### Charge exchange in a fluorinated thiyl radical

The molecule CH₃–CH(S)–CHF₂ is a radical with its unpaired electron on sulfur. The column fukui minus gives the part of one removed electron that each atom loses, and fukui plus the part of one added electron that each atom gains. Both come from density differences at fixed geometry, calculated with the PBE functional. The Hirshfeld scheme divides them among the atoms according to the densities of the free atoms.

Hirshfeld-condensed Fukui functions of the neutral doublet radical CH₃–CH(S)–CHF₂ in the gas phase, calculated with PySCF 2.14.0 at the PBE/def2-SVPD level. Electron removal and attachment are vertical, at the GFN2-xTB geometry of the radical, and both ions are singlets.

```
row  fukui minus (e)  computed element  fukui plus (e)
  1            0.027                 C           0.027
  2            0.053                 C           0.033
  3            0.462                 S           0.659
  4            0.048                 C           0.015
  5            0.083                 F           0.031
  6            0.090                 F           0.043
  7            0.032                 H           0.030
  8            0.038                 H           0.047
  9            0.040                 H           0.031
 10            0.078                 H           0.055
 11            0.049                 H           0.028
```

**1. Which atom takes most of an added electron, and why?**

Sulfur takes 0.659 e, about two thirds of the electron. The SH radical shows why in its simplest form: one sulfur 3p orbital is full, a second holds a single electron, and the newcomer completes that pair. The same happens here and gives a closed-shell thiolate. The comparison covers only this starting point, because SH has no carbon chain over which the charge could spread.

**2. Where would a removed electron come from if no other electron moved?**

Suppose that removal empties the same half-filled orbital that attachment fills. Each density difference is then the square of that one orbital, so every atom should have the same value in both columns. For sulfur this predicts a loss of 0.659 e, with nothing fitted. The calculation gives 0.462 e, so the prediction is too high by 0.197 e, or 43% of the calculated value. The picture finds the leading atom but makes the loss too local.

**3. How do we know that the other electrons respond?**

The square of an orbital is nowhere negative, yet both calculated density differences have negative regions, each amounting to about 0.23 e. The remaining electrons have therefore rearranged. The 0.659 e used above already contains such a response, so it is not the pure share of the orbital on sulfur. Theory explains the direction: an added charge on sulfur pushes other electrons towards the far side of the molecule, and a hole on sulfur pulls them in. Outer atoms can thus gain or lose density although the orbital itself hardly reaches them.

This response may help to explain why the charge off sulfur does not simply fade with distance, though the way the density is divided among the atoms also plays a part. The fluorine F6, the atom farthest from sulfur, has a larger value in both columns than C2, which is bonded to sulfur. The output printed below compares the two columns atom by atom and group by group, and shows only a weak correlation with distance among the ten other atoms.

**4. Which part of the molecule supplies what sulfur does not lose?**

Mostly the CHF₂ group. It loses 0.270 e on removal but gains only 0.117 e on attachment, which covers about 78% of the sulfur difference. The CH unit between the groups covers most of the rest. The methyl group has practically the same total in both columns, so the one-orbital picture happens to work for the group as a whole, although H8 and H9 deviate from it in opposite directions and cancel.

An emptied 3p orbital is a strong electron acceptor and draws density from neighbouring bonds and lone pairs. That the CHF₂ group responds more than methyl may reflect a hole that spreads onto the fluorine lone pairs. PBE tends to spread holes too far, so part of this may be an error of the functional; the calculation does not separate the two. The fluorine values on removal, though larger than those of every carbon, are thus no evidence that fluorine is a reactive site.

**5. What would change if the cation were a triplet?**

The cation was calculated as a closed-shell singlet, whereas simple alkylthio cations, held at the structure of the thiyl radical, have a triplet as their lowest state. In the triplet, the electron leaves the full 3p orbital instead of the half-filled one, and two unpaired electrons remain on sulfur. The ionisation energy should then fall below the calculated 10.6 eV. Sulfur should still lead, but the shares of its neighbours could shift, because the two 3p orbitals point in different directions. In neither spin state would the gap between the sulfur values show that sulfur accepts electrons more readily than it donates them: each column only divides one electron among the atoms, whereas readiness is a matter of energies.

**6. Which digits can be trusted?**

The columns add up to one electron within rounding, but this tests only the bookkeeping. Differences of less than a hundredth of an electron, such as that between H7 and H9 on removal, deserve no ranking with one conformer and one way of dividing the density. On attachment there is a further caution: the highest occupied level of the anion lies above zero, a common fault of PBE. The total energies still bind the added electron by about 2.4 eV, but the outer part of its density may depend on the basis set. The lead of sulfur on attachment is far larger than these small differences.

**7. What does this mean for a molecule on a metal contact?**

Thiols attach to metal electrodes through sulfur, where a thiyl radical can complete its electron pair with charge from the metal. The attachment column shows the same preference in the isolated molecule. It says nothing about the strength of the bond or the current through it, since both depend on the surface.

The analysis program printed:

```
Frozen one-orbital picture predicts zero difference:
  row  distance from S (angstrom)  removal minus attachment (e)
    1                       2.754                             0
    2                       1.799                          0.02
    3                           0                        -0.197
    4                       2.722                         0.033
    5                       3.193                         0.052
    6                       3.927                         0.047
    7                       2.951                         0.002
    8                       3.716                        -0.009
    9                       2.944                         0.009
   10                       2.359                         0.023
   11                       2.842                         0.021
Sum of removal column (e): 1
Sum of attachment column (e): 0.999
Sulfur, attachment minus removal (e): 0.197
Charge off sulfur on removal (e): 0.538
Charge off sulfur on attachment (e): 0.34
CH3 group on removal (e): 0.137
CH3 group on attachment (e): 0.135
CH unit on removal (e): 0.131
CH unit on attachment (e): 0.088
CHF2 group on removal (e): 0.27
CHF2 group on attachment (e): 0.117
CHF2 part of the sulfur difference (percent): 77.66
Two fluorines together on removal (e): 0.173
Two fluorines together on attachment (e): 0.074
Equal share per atom off sulfur, removal (e): 0.0538
Equal share per atom off sulfur, attachment (e): 0.034
Rms miss of equal sharing, removal (e): 0.02107
Rms miss of equal sharing, attachment (e): 0.01083
Rms miss of frozen one-orbital picture off sulfur (e): 0.02746
Correlation with distance off sulfur, removal: 0.1974
Correlation with distance off sulfur, attachment: 0.2087
```
